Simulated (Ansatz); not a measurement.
# Exchange couplings of CrO2 (Pnnm) by neighbour shell, from PBEsol with U = 3.5 eV on Cr

In CrO2 each Cr⁴⁺ ion keeps two d electrons and sits in an octahedron of oxygen. The octahedra share edges along c and corners between the chains; the Pnnm cell is the orthorhombically distorted form of rutile, which CrO2 adopts under pressure, while at ambient pressure it is tetragonal rutile. For a spin-polarised electrode it matters which of these links hold the moments parallel, because they set how well the magnetisation survives heating. We calculate the coupling J between pairs of Cr moments as a function of their distance, in the ferromagnetic state. Positive J favours parallel moments, and each pair is counted twice in the energy. Couplings at constrained moments are compared with those at rigid moments, and each shell's part in the mean field is compared with the total that corresponds to the mean-field temperature of 1269 K.

## Method

One system, CrO2 (Pnnm), in the lowest of the collinear states that were tried (ferromagnetic, 6 atom(s), 2 counted as magnetic, largest moment 2.07 muB), from cells of the Materials Project database (relaxed there by DFT). Ansatz 0.2.0, plane waves with its default PAW datasets, cutoff 420 eV, collinear spins without spin-orbit coupling, Fermi-Dirac smearing of 0.05 eV. The k mesh is 6×6×8 and the sums for the couplings run over 6×6×8. Functional: PBEsol, Dudarev U (eV) Cr 3.5. The couplings are taken at constrained moments: the directions are held and the rest of the density and field relaxes in linear response. A second set comes from the magnetic force theorem at rigid moments: each moment turns with its exchange field frozen. The mean-field temperature from all couplings of the first set is 1269 K. Shells are pairs of one length, elements and relative sign; shells whose pairs differ much, and those beyond half the range that the mesh resolves, are left out. By the count of bands on its mesh the state is metallic. The same in all rows: elements and relative sign of the two moments in this state: Cr–Cr, parallel.

Notes on method and selection:

- J is defined by E = -sum over ordered pairs (each pair twice) of J e_i.e_j with unit vectors e, a classical Heisenberg model without biquadratic or multi-spin terms, so J > 0 favours parallel moments and the moment's size is inside J.
- The state is the lowest of a few collinear starts and need not be the true ground state; spin-orbit coupling is left out.
- Far couplings are the most sensitive to the k mesh.
- Couplings at rigid moments can miss in size and sometimes in sign.
- Ansatz's own search for a lower self-consistent state was switched off in part of these runs, so such a run may rest in a state that is not the lowest for its pattern of moments.
- Runs whose couplings were flagged as in doubt, moved by over 30 per cent with the upper empty bands, lost their pattern of moments or rest on unlike orbital states are not listed.
- For crystals with 4f or 5f elements only couplings at constrained moments are used, since rigid ones can be several times too large.
- Runs that did not converge, have known faults or may not be shown are not listed, and runs on Ansatz's PAW sets soft_1 and soft_2 are kept to separate tables.

Columns:

- distance (Å): distance of the pair.
- neighbours: such neighbours per magnetic atom.
- J, constrained (meV): mean J of the shell at constrained moments.
- J, rigid (meV): mean J of the same pairs at rigid moments.
- part in mean field (meV): J times neighbours times the relative sign, first set: the shell's part in the mean field that holds this state (negative: it works against the state).

Input lines of one member:

```
magnetization:
  spin_polarized: true
kpoints:
  mp_grid: { grid: [6, 6, 8] }
  band_path:
    path:
      - [0.0, 0.0, 0.0]
      - [0.5, 0.0, 0.0]
      - [0.5, 0.5, 0.0]
      - [0.0, 0.5, 0.0]
      - [0.0, 0.0, 0.0]
      - [0.0, 0.0, 0.5]
      - [0.5, 0.0, 0.5]
    npoints: 11
hamiltonian:
  xc: pbesol
  hubbard:
    sites: [{ species: Cr, l: d, u_eff: 3.5, starting_ns: occupation_matrices }]
    projectors: ortho-atomic
scf:
  occupations: { method: fermi_dirac, width: 0.05 }
  lower_state_search: "off"
output:
  write_bands: true
  eigenstates:
    nscf_kmesh: { grid: [6, 6, 8] }
    top_band: c39
    exchange_couplings: { magnetic: [{ species: Cr }] }
```

Command (options for logging and memory left out): `ansatz run input.yaml`

## Table of results

| member | distance (Å) | neighbours | J, constrained (meV) | J, rigid (meV) | part in mean field (meV) |
| --- | --- | --- | --- | --- | --- |
| Cr–Cr at 2.99 Å | 2.99 | 2 | 18.748 | 13.062 | 37.50 |
| Cr–Cr at 3.51 Å | 3.51 | 8 | 14.763 | 10.581 | 118.10 |
| Cr–Cr at 4.45 Å | 4.45 | 2 | ? | ? | ? |
| Cr–Cr at 4.53 Å | 4.53 | 2 | 1.268 | 0.883 | 2.54 |
| Cr–Cr at 5.36 Å | 5.36 | 4 | 0.890 | 0.643 | 3.56 |
| Cr–Cr at 5.42 Å | 5.42 | 4 | 0.787 | 0.661 | 3.15 |
| Cr–Cr at 5.49 Å | 5.49 | 8 | −0.123 | 0.000 | −0.98 |
| Cr–Cr at 5.97 Å | 5.97 | 2 | −0.453 | −0.189 | −0.91 |

Cells marked ? are withheld until the estimate has been made.

## Reading the trend

Two shells decide the order. For classical unit vectors, with each pair counted twice in the energy, the mean-field thermal energy is two thirds of the summed parts of all shells. The temperature of 1269 K therefore corresponds to a total field of 1.5 × 0.08617 × 1269 = 164.0 meV, with Boltzmann's constant in meV/K. The eight corner-sharing neighbours at 3.51 Å supply 118.10 / 164.0 = 0.72 of it and the two edge-sharing neighbours at 2.99 Å supply 37.50 / 164.0 = 0.23. The single bond is stronger along the chain, 18.748 against 14.763 meV, but the corner links win by number.

Beyond them the coupling drops steeply: from 3.51 to 4.53 Å it falls by a factor of 14.763 / 1.268 = 11.6. A likely reason is double exchange: the near pairs share one or two oxygen atoms, through which Cr d electrons can hop and gain energy when the moments are parallel. The farther pairs share none. The total moment of the cell is also a whole number of Bohr magnetons, as expected of a half-metal, and a gap in one spin channel damps exchange at long range, since the coupling needs propagation in both channels.

Distance alone does not fix the sign. J is 0.787 meV at 5.42 Å and −0.123 meV at 5.49 Å, although the lengths differ by only 0.07 Å. The first pair joins Cr atoms on the same sublattice, the second joins the corner and body-centre sublattices, so the bonding paths differ. The negative shells at 5.49 and 5.97 Å together take 0.98 + 0.91 = 1.89 meV from the mean field, too little to threaten the ferromagnetic state.

Rigid moments give the same two leading shells but weaker couplings, by factors of 13.062 / 18.748 = 0.70 and 10.581 / 14.763 = 0.72. The temperature of 1269 K is far above the known ordering temperature of CrO2 in its tetragonal rutile phase, more than the usual mean-field excess would explain. The ranking of the shells is therefore more useful to a device group than the absolute scale; the chosen U is one possible source of the excess.

## Estimating the withheld member

Plain estimates from the members shown:

- Cr–Cr at 4.45 Å, straight-line interpolation between Cr–Cr at 3.51 Å and Cr–Cr at 4.53 Å: w = (4.45 − 3.51) / (4.53 − 3.51) = 0.922, so 14.763 + 0.922 × (1.268 − 14.763) = 2.326 meV

The straight-line value of 2.326 meV leans on the shell at 3.51 Å, whose pairs share an oxygen atom. The pair at 4.45 Å does not: it is one lattice step along a, and its closest relative is the step along b at 4.53 Å. In undistorted rutile these two steps are equivalent, so we take the coupling along b, 1.268 meV, as the estimate.

The same route can be tried on the pairs with one further step along c. Taking the value at 5.42 Å for the shell at 5.36 Å gives 0.787 meV against 0.890 meV, a miss of 0.103 / 0.787 = 0.13. We apply no upward shift, because the rigid couplings of these two shells are ordered the other way, 0.643 against 0.661 meV.

Scaled to the larger difference in length, the miss becomes 0.13 × 1.268 × 0.08 / 0.06 = 0.22 meV. One trial fixes a scatter poorly; the Student factor for one degree of freedom, about 1.8, widens it to 1.8 × 0.22 = 0.40 meV.

The mean field offers a check. The listed parts add up to 37.50 + 118.10 + 2.54 + 3.56 + 3.15 − 0.98 − 0.91 = 162.96 meV, which leaves 164.0 − 162.96 = 1.0 meV for this shell and all unlisted ones. Two neighbours at 1.3 meV give 2.6 meV, so the unlisted shells would have to sum to about −1.6 meV, similar in size to the two negative shells shown.

**Committed estimate, Cr–Cr at 4.45 Å: J, constrained = 1.3 ± 0.4 meV.**

## How the estimate fared

| member | distance (Å) | neighbours | J, constrained (meV) | J, rigid (meV) | part in mean field (meV) |
| --- | --- | --- | --- | --- | --- |
| Cr–Cr at 4.45 Å | 4.45 | 2 | 1.658 | 1.145 | 3.32 |

| member | estimate | J, constrained (meV) | computed | estimate − computed | miss in error bars |
| --- | --- | --- | --- | --- | --- |
| Cr–Cr at 4.45 Å | committed | 1.300 | 1.658 | −0.358 | 0.9 |
| Cr–Cr at 4.45 Å | interpolation | 2.326 | 1.658 | +0.668 |  |

The estimate of 1.3 ± 0.4 meV lies 0.358 meV below the computed 1.658 meV, inside its error bar. It came closer than the straight line, which was 0.668 meV too high.

The comparison with the lattice step along b held: without a shared oxygen atom, the step along a also has a coupling far below that of the corner-sharing pairs, by a factor of 14.763 / 1.658 = 8.9.

Our decision against an upward shift failed. We had relied on the rigid couplings at 5.36 and 5.42 Å, which are nearly equal and ordered against the constrained ones. For the plain steps both sets agree that a is stronger than b, by 1.658 / 1.268 = 1.31 and 1.145 / 0.883 = 1.30. The orthorhombic distortion therefore shows in the exchange. It shortens the step along a and also changes the oxygen surroundings, and the table does not show how much each contributes.

## Residuals

The shells at 5.49 and 5.97 Å depart from the positive couplings of the other six.

At 5.97 Å the pair is two steps apart on the same chain. Its J is −0.453 meV at constrained and −0.189 meV at rigid moments, so both sets favour antiparallel moments. A possible cause is antiferromagnetic superexchange through the Cr and O atoms between them, which has the right sign but cannot be confirmed from the table.

At 5.49 Å the coupling is −0.123 meV at constrained moments and 0.000 meV at rigid ones. That sign is weakly founded, since it appears only when the rest of the density and field may relax, and far couplings react most to the k mesh.

## Closing remarks

The edge- and corner-sharing shells supply most of the mean field in the ferromagnetic state. Alone they give a mean-field temperature of (37.50 + 118.10) / (1.5 × 0.08617) = 1204 K, against 1269 K from all couplings, so leaving out the outer shells lowers this temperature by only about 5 per cent.

That does not make the two shells a sufficient spin model for reversed moments. If the moments alternate from cell to cell along b, or along both a and b, the two-shell model puts either state 8 × 14.763 = 118.1 meV per Cr above the ferromagnetic one. The computed total energies, not tabulated here, lie above this value in both cases and differ clearly from each other; the outer shells in the table explain only a small part of that difference. Turning one sublattice against the other also costs clearly more than the model's 16 × 14.763 = 236.2 meV per Cr. The couplings describe small turns away from the ferromagnetic state, and the 1269 K assumes that they stay the same as the order is lost.

The cell matters too. We introduced Pnnm as the form under pressure, but the DFT-relaxed cell used here is not compressed: its volume, 4.45 × 4.53 × 2.99 = 60.3 Å³, is larger than that measured for tetragonal rutile at ambient pressure. Setting 1269 K against the known ordering temperature therefore compares different volumes as well as different structures. Besides U, the volume is a possible source of the excess; with one cell and one U in the table, the effect of neither can be judged.

In this crystal the two farther shells that involve a step along a lie within about 0.4 meV of their counterparts along b. That is up to roughly a quarter of the coupling itself, so the counterpart gives the size of a weak coupling but not its fine value.

The treatment of the moments matters more than the outer shells. Rigid moments lower the field of the two leading shells by 2 × (18.748 − 13.062) + 8 × (14.763 − 10.581) = 44.8 meV. Fluctuations left out of mean-field theory typically lower an ordering temperature by roughly a quarter in three dimensions, which is also more than the outer shells contribute. Spin-orbit coupling is needed for the magnetic anisotropy, but should hardly alter this ranking.

[Logs are printed without paths, hosts, clocks, repeated set-up lines and the standing remarks that a program may print on its own settings, such as how far it seeks lower states.]
